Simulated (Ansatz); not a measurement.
**How methods differ on AlH2O (SMILES [O][AlH2])**

AlH2O has 4 atoms, charge 0, and is taken as a doublet. SMILES: `[O][AlH2]`. Geometry: relaxed at PBE0-D4/def2-TZVP.

```xyz
4

O     0.0626   -0.8563    1.4014
Al    0.0113    0.0299   -0.0804
H    -1.1496   -0.3608   -1.0760
H     1.1311    1.1268   -0.2653
```

Each level gives the energy change with the Al2–H3 bond stretched from 1.578 to 2.368 Å (eV). The values are calculated.

| level | kind | program | value (eV) | less FCI/STO-3G | CPU time (all runs) |
| --- | --- | --- | --- | --- | --- |
| UPBE/STO-3G | GGA | Ansatz | 2.92 | -0.18 | 3.4 s |
| U-r2SCAN0/STO-3G | hybrid meta-GGA | Ansatz | 3.46 | +0.36 | 9.2 s |
| U-wB97M-V/STO-3G | range-separated hybrid | Ansatz | 3.52 | +0.42 | 48 s |
| U-wB97X/STO-3G | range-separated hybrid | Ansatz | 3.60 | +0.50 | 20 s |
| UCAM-B3LYP/STO-3G | range-separated hybrid | Ansatz | 3.47 | +0.37 | 4.5 s |
| UB2PLYP/STO-3G | double hybrid | Ansatz | 3.49 | +0.39 | 4.9 s |
| RPA@PBE/STO-3G | RPA | Ansatz | 3.16 | +0.06 | 4.7 s |
| UCCSD(T)/STO-3G | coupled cluster or CI | Ansatz | 3.13 | +0.03 | 0.63 s |
| FCI/STO-3G | exact in the basis | Ansatz | 3.10 | 0.00 | 1.4 s |

FCI/STO-3G is exact within its basis and frozen core, so for wave-function methods in that basis the difference is their error; functionals converge differently with the basis, so for them it is only a difference. The first shape isn't each level's own minimum. The values span 2.92 to 3.60 eV. Spin contamination of the reference (⟨S²⟩ at least 0.1 too high) touches U-r2SCAN0/STO-3G, U-wB97X/STO-3G, UCAM-B3LYP/STO-3G, UB2PLYP/STO-3G, UCCSD(T)/STO-3G. All rows use very small basis sets, so even the best lies far from the true value. CPU times are rough (shared hosts, several kinds of processor): they show what a rung costs within a factor of a few.

Stretching Al–H costs 3.10 eV at the FCI level. PBE falls below this, while every hybrid and the double hybrid lie above it, by +0.36 to +0.50 eV. Spin contamination alone cannot account for the hybrids' offset, since U-wB97M-V, which is not flagged for it, still differs by +0.42 eV. RPA and coupled cluster come much closer to FCI.

The cost reflects the loss of overlap in a polar Al–H σ bond. As hydrogen leaves, the electron left on aluminium can couple with the unpaired electron on oxygen, so the radical character probably begins to shift from oxygen towards hydrogen. This makes the stretch a test of spin recoupling as well as of σ-bond strength, and exact exchange probably penalises the stretched structure where its accompanying correlation is incomplete. RPA's close agreement may owe something to error cancellation and doesn't establish general accuracy for this radical. Because the bond is only partly broken, the energies are not dissociation energies, and the ranking need not hold at full separation.
